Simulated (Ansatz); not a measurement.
# How methods differ on C2H7BO2 (SMILES COB(C)O)

The species is C2H7BO2 (12 atoms), meant as a singlet with charge 0. SMILES: `COB(C)O`. Geometry: relaxed at PBE0-D4/def2-TZVP. This is one conformer, not always the lowest.

Quantity: the vertical ionisation energy (to the doublet cation), in eV. The values are calculated.

```tsv
level	kind	program	value (eV)
HF/6-31G* (spherical functions)	Hartree–Fock	Ansatz	10.04
SVWN5/6-31G* (spherical functions)	LDA	Ansatz	10.19
BLYP/6-31G* (spherical functions)	GGA	Ansatz	9.89
PBE/6-31G* (spherical functions)	GGA	Ansatz	10.04
PBE0/6-31G* (spherical functions)	global hybrid	Ansatz	10.51
B3LYP/6-31G* (Cartesian functions)	global hybrid	Ansatz	10.47
CAM-B3LYP/6-31G* (spherical functions)	range-separated hybrid	Ansatz	10.69
wB97X/6-31G* (spherical functions)	range-separated hybrid	Ansatz	10.79
```

The values span 9.89 to 10.79 eV.

The functionals fall into three groups: the LDA and GGAs give the lowest ionisation energies, the global hybrids higher ones and the range-separated hybrids the highest. Adding exact exchange to PBE raises the value from 10.04 to 10.51 eV in PBE0, but the rise doesn't continue to full exchange, as Hartree–Fock falls back to 10.04 eV. The spread probably reflects a balance between semilocal exchange overstabilising a delocalised hole and Hartree–Fock omitting the correlation of the electron pair broken by ionisation. The match between Hartree–Fock and PBE is therefore no sign that either is right.

Chemically, the electron most likely leaves an orbital with large oxygen lone-pair character. In a trigonal borane of this kind, the oxygen π lone pairs donate into the empty boron p orbital, which stabilises them and spreads the hole beyond a single atom. The total energies behind these values don't themselves identify that orbital, and without a measured or high-level correlated reference the ordering of the methods is not a ranking of their accuracy.
